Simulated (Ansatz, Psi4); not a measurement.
# A ladder of methods for C2H8N2 (1,1-dimethylhydrazine)

The species is C2H8N2 (12 atoms), meant as a singlet with charge 0. As SMILES, `CN(C)N`. The coordinates come from a PBE0-D4/def2-TZVP relaxation. This is one conformer, not always the lowest.

```xyz
12

C    -0.9528   -0.7992   -0.0478
N    -0.0543    0.2049    0.4718
C     1.3290   -0.1610    0.2852
N    -0.2732    1.4766   -0.0988
H    -0.7589   -1.7594    0.4357
H    -0.8449   -0.9352   -1.1408
H    -1.9862   -0.5144    0.1619
H     1.5275   -1.1054    0.7966
H     1.9638    0.6156    0.7097
H     1.5959   -0.2853   -0.7803
H    -0.4342    1.3953   -1.1064
H    -1.1115    1.8675    0.3131
```

Each level gives the energy change with the C3–H9 bond stretched from 1.089 to 2.396 Å (eV). The values are calculated.

```tsv
level	kind	program	value (eV)	CPU time (all runs)
HF/6-31G* (spherical functions) (restricted)	Hartree–Fock	Ansatz	5.83	3.8 s
B3LYP/6-31G* (Cartesian functions) (restricted)	global hybrid	Ansatz	4.80	14 s
CAM-B3LYP/6-31G* (spherical functions) (restricted)	range-separated hybrid	Psi4	5.12	64 s
B2PLYP/6-31G* (density fitting for correlation, spherical functions) (restricted)	double hybrid	Psi4	4.86	55 s
MP2/6-31G* (spherical functions) (restricted)	perturbation theory	Ansatz	5.01	5.2 s
CCSD/6-31G* (spherical functions) (restricted)	coupled cluster or CI	Ansatz	4.39	22 s
```

The first shape isn't each level's own minimum. The values span 4.39 to 5.83 eV. CPU times are rough (shared hosts, several kinds of processor and program).

Every correlated or density-functional level puts the stretched C–H bond below the Hartree–Fock cost of 5.83 eV, and CCSD gives the lowest value, 4.39 eV. At this separation the bonding and antibonding σ combinations approach each other in energy, and the singlet needs both configurations to place one electron on carbon and one on hydrogen. A single closed-shell determinant instead retains too much ionic character, which raises the energy of the stretched geometry far more than that of the intact molecule.

MP2 recovers part of the missing correlation but stays at 5.01 eV, since a low-order expansion is poorly suited to near-degeneracy. CCSD treats the pair excitation that separates the bonding electrons to infinite order, so it is the best-founded value here, though probably still somewhat too high without connected triples. B3LYP lies closer to it than MP2 does, but this single stretch doesn't establish a general ranking for bond breaking. Nor is the energy a bond dissociation enthalpy, which would require separated, relaxed radicals and vibrational contributions.
